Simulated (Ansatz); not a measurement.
## Strength of the O–In bond: CH7InO → CH4O + InH3

Species: CH7InO `C[OH+][InH3-]`, singlet; CH4O (methanol) `CO`, singlet; InH3 `[InH3]`, singlet. 

Shapes, held fixed at every level: PBE0-D4/def2-TZVP. Programs: Ansatz 0.2.0. The zero-point and thermal change to 298 K, harmonic and unscaled (PBE0-D4/def2-TZVP), is -6.9 kJ/mol.

```csv
level,kind,ΔH(298 K) (kJ/mol),less CCSD(T)/def2-TZVPP,CPU time (sum over the molecules)
HF/def2-SVP,Hartree–Fock,+49.6,-5.8,–
B3LYP-D4/def2-TZVPP,global hybrid,+51.0,-4.4,17 s
BHLYP-D4/def2-TZVPP,global hybrid,+55.5,+0.1,12 s
PBE0-D4/def2-TZVPP,global hybrid,+51.9,-3.5,11 s
r2SCAN0-D4/def2-TZVPP,global hybrid,+56.8,+1.4,21 s
CCSD(T)/def2-SVP,coupled cluster or CI,+67.4,+12.0,13 s
CCSD/def2-TZVPP,coupled cluster or CI,+52.7,-2.7,–
CCSD(T)/def2-TZVPP,coupled cluster or CI,+55.4,0.0,5.2 min
```

The highest level, CCSD(T)/def2-TZVPP, gives ΔH(298 K) = +55.4 kJ/mol; the levels span +49.6 to +67.4. A fragment pairs its electrons up again, so this isn't a typical strength of such a bond. The column of differences is taken from that level and isn't an error. No measured value is set beside it here. For atoms past krypton def2 sets carry core potentials with scalar relativity. Correlated rows may include outer-core shells of In, which these sets cover unevenly. Times are processor times on shared x86 and Arm servers, and rough.

Separating methanol from InH3 is endothermic at every level, by +55.4 kJ/mol at the highest, as expected for a modest donor–acceptor bond. An oxygen lone pair donates into the empty, mainly 5p orbital on indium. Oxygen holds that pair tightly, the diffuse acceptor orbital overlaps with it only moderately, and the hydrides do little to make indium more electron-poor. Binding also costs InH3 some of its planarity.

The basis set matters more here than the choice among the triple-zeta methods. With CCSD(T), the smaller set gives +67.4 kJ/mol, probably because each fragment borrows the other's functions in the adduct and so overbinds. The same effect probably flatters Hartree–Fock in that small basis, offsetting the attraction it loses by neglecting correlation; its fairly close value is therefore no sign that correlation is unimportant. Perturbative triples strengthen the bond only slightly, consistent with a largely single-reference interaction. Because dissociation releases translational and rotational entropy, the positive enthalpy alone does not show that the adduct would persist in the gas at room temperature.
